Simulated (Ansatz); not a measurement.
## Ligand exchange: GeH2(GeH3)Cl + CH3FO → GeH2(GeH3)(OH) + CH2ClF

Species: GeH2(GeH3)Cl, singlet; CH3FO `OCF`, singlet; GeH2(GeH3)(OH), singlet; CH2ClF (chlorofluoromethane) `FCCl`, singlet. The partners trade Cl for OH: Ge–Cl and C–OH bonds give way to Ge–OH and C–Cl.

Shapes, held fixed at every level: PBE0-D4/def2-TZVP. Flexible molecules stand in one conformer, not always the lowest. Programs: Ansatz 0.2.0. The zero-point and thermal change to 298 K, harmonic and unscaled (PBE0-D4/def2-TZVP), is -4.6 kJ/mol.

Q: Estimate ΔH(298 K) of this reaction.

A: The highest level, CCSD(T)/def2-TZVPP, gives ΔH(298 K) = +62.0 kJ/mol; the levels span +60.8 to +74.7. The column of differences is taken from that level and isn't an error. No measured value is set beside it here. Relativity is left out for Ge unless named. Correlated rows may include outer-core shells of Ge, which these sets cover unevenly. Times are processor times on shared x86 and Arm servers, and rough.

| level | kind | ΔH(298 K) (kJ/mol) | less CCSD(T)/def2-TZVPP | CPU time (sum over the molecules) |
| --- | --- | --- | --- | --- |
| SPW92/def2-TZVPP | LDA | +64.1 | +2.1 | 13 s |
| PBE-D4/def2-TZVPP | GGA | +61.3 | -0.7 | 21 s |
| B3LYP-D4/def2-TZVPP | global hybrid | +63.8 | +1.8 | 39 s |
| r2SCAN0-D4/def2-TZVPP | global hybrid | +68.0 | +6.0 | 45 s |
| B2PLYP/def2-TZVPP | double hybrid | +61.7 | -0.3 | 42 s |
| MP2/def2-SVP | perturbation theory | +74.7 | +12.7 | – |
| MP2/def2-TZVPP | perturbation theory | +60.8 | -1.2 | – |
| CCSD(T)/def2-TZVPP | coupled cluster or CI | +62.0 | 0.0 | 15 min |

Every level makes the exchange clearly endothermic, so in enthalpy chlorine prefers germanium and hydroxyl prefers carbon. Both Ge–Cl and Ge–OH are strong, polar bonds, and the gain from replacing one with the other evidently doesn't repay the loss of a C–O bond for a weaker C–Cl bond. Fluoromethanol probably adds to the cost: donation from an oxygen lone pair into the C–F antibonding orbital stabilises it, and chlorine is a poorer donor in the product.

The largest departure comes from the basis set rather than the treatment of correlation. MP2 falls from +74.7 to +60.8 kJ/mol on going from def2-SVP to def2-TZVPP, which suggests that the smaller set describes the polar bonds and lone pairs unevenly on the two sides. The close result from LDA probably reflects cancellation between closed-shell molecules with the same number of bonds, and doesn't show that it describes each bond well. Agreement among the def2-TZVPP rows doesn't establish basis-set convergence, since a shared basis error could survive in all of them.
